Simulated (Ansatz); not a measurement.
## A substitution series on C: OH to F

On one C centre that keeps CH3, n of the OH ligands are replaced by F. The HOMO–LUMO gap y in eV at wB97X-V/def2-TZVPP. Shapes, held fixed at every level: PBE0-D4/def2-TZVP. Flexible molecules stand in one conformer, not always the lowest. Programs: Ansatz 0.2.0.

```
molecule  n  y (eV)
  C2H6O3  0   13.43
 C2H5FO2  1   14.46
 C2H4F2O  2       ?
  C2H3F3  3   16.71
```

Question: Fit y = c + s·n to the known rows and predict C2H4F2O.

Answer: 
1. Means of the 3 rows: n = 1.33333, y = 14.867.
2. Σ(Δn)² = 4.6667, Σ(Δn·Δy) = 5.1233, so the slope is 5.1233/4.6667 = 1.0978.
3. Intercept: 14.867 − (1.0978) × 1.33333 = 13.403. The largest residual of the fit is 0.041.
4. C2H4F2O: 13.403 + (1.0978) × 2 = 15.60 eV.

The run gave 15.39 eV, so the prediction is off by +0.21 eV, more than the scatter of the fit. The steps per swap are +1.03, +0.93, +1.32 eV. Other levels give for C2H4F2O: B3LYP-D4/def2-TZVPP 10.21; wB97M-V/def2-TZVPP 14.83 eV. Orbital gaps aren't excitation energies, and the LUMO depends on the basis.

The gap widens with every replacement of OH by F, but not in equal steps: the last swap adds the most, +1.32 eV. In the hydroxyl-bearing members the HOMO is expected to be mainly an oxygen lone pair. Fluorine, being more electronegative, stabilises it inductively and through donation into C–F σ* orbitals, while each lost OH also leaves fewer oxygen lone pairs to mix and push the top level up. The final swap removes the last of them, leaving a HOMO probably of C–C and C–H σ character mixed with fluorine lone pairs.

This change of orbital type suggests why the line overshoots C2H4F2O: the trifluoride endpoint pulls it upward. The small residual was a poor guide to the error, since three points leave a two-parameter fit only one degree of freedom. The rise itself is well supported within this series, whereas a constant increment per fluorine is not. With the other functionals given for only one member, whether the slope carries over to them remains open.
